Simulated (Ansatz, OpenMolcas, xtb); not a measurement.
GeH2O2 (SMILES [OH][Ge][OH]): the energy, rung by rung

GeH2O2 has 5 atoms, charge 0, and is taken as a singlet. SMILES: `[OH][Ge][OH]`. The coordinates come from a PBE0-D4/def2-TZVP relaxation. This is one conformer, not always the lowest.

```xyz
5

O    -1.3410   -0.0995   -0.3774
Ge   -0.3164   -0.8958    0.8553
O     1.2819   -0.1423    0.5702
H    -0.9409    0.5508   -0.9615
H     1.3664    0.5132   -0.1279
```

Each level gives the energy change with the O3–H5 bond stretched from 0.961 to 1.105 Å (eV). The values are calculated.

```csv
level,kind,program,value (eV),less CCSD(T)/def2-SVPD
GFN1-xTB,semi-empirical,xtb,0.39,+0.03
SVWN5/def2-SVPD (restricted),LDA,Ansatz,0.29,-0.07
BLYP/def2-SVPD (restricted),GGA,Ansatz,0.28,-0.08
r2SCAN/def2-SVPD (restricted),meta-GGA,Ansatz,0.36,0.00
M06-2X/def2-SVPD (restricted),hybrid meta-GGA,OpenMolcas,0.39,+0.03
HSE06/def2-SVPD (restricted),range-separated hybrid,Ansatz,0.39,+0.03
RPA@PBE/def2-SVPD (restricted),RPA,Ansatz,0.31,-0.05
MP2/def2-SVPD (restricted),perturbation theory,OpenMolcas,0.35,-0.01
CCSD(T)/def2-SVPD (restricted),coupled cluster or CI,Ansatz,0.36,0.00
CCSD/def2-SVPD (restricted),coupled cluster or CI,Ansatz,0.38,+0.02
```

CCSD(T)/def2-SVPD (restricted) is the highest level here, not the true value. All-electron rows without a relativistic Hamiltonian named are non-relativistic. The first shape isn't each level's own minimum. The values span 0.28 to 0.39 eV. In the correlated wave-function rows the outer d shell of Ge is correlated, in sets not made for it.

Stretching the O–H bond costs 0.36 eV with CCSD(T), and the wave-function results lie close together: MP2 gives 0.35 eV and CCSD 0.38 eV. This suggests that the bond is still well described by a single configuration at this modest elongation. The cost comes mainly from weakening a strong, polar σ bond between oxygen and hydrogen, with the germanium lone pair and formally empty p orbital probably little involved.

SVWN5 and BLYP make the stretch clearly too easy, whereas HSE06 and M06-2X make it slightly too costly, probably because the local and gradient-corrected functionals favour a longer O–H bond and so start on its compressed side. Accuracy doesn't simply follow the formal ladder: r2SCAN matches CCSD(T) to the printed precision, while RPA falls below it at 0.31 eV. That match for one displacement doesn't establish equal accuracy along the whole curve, and the energy change alone fixes neither a vibrational frequency nor the O–H dissociation energy.
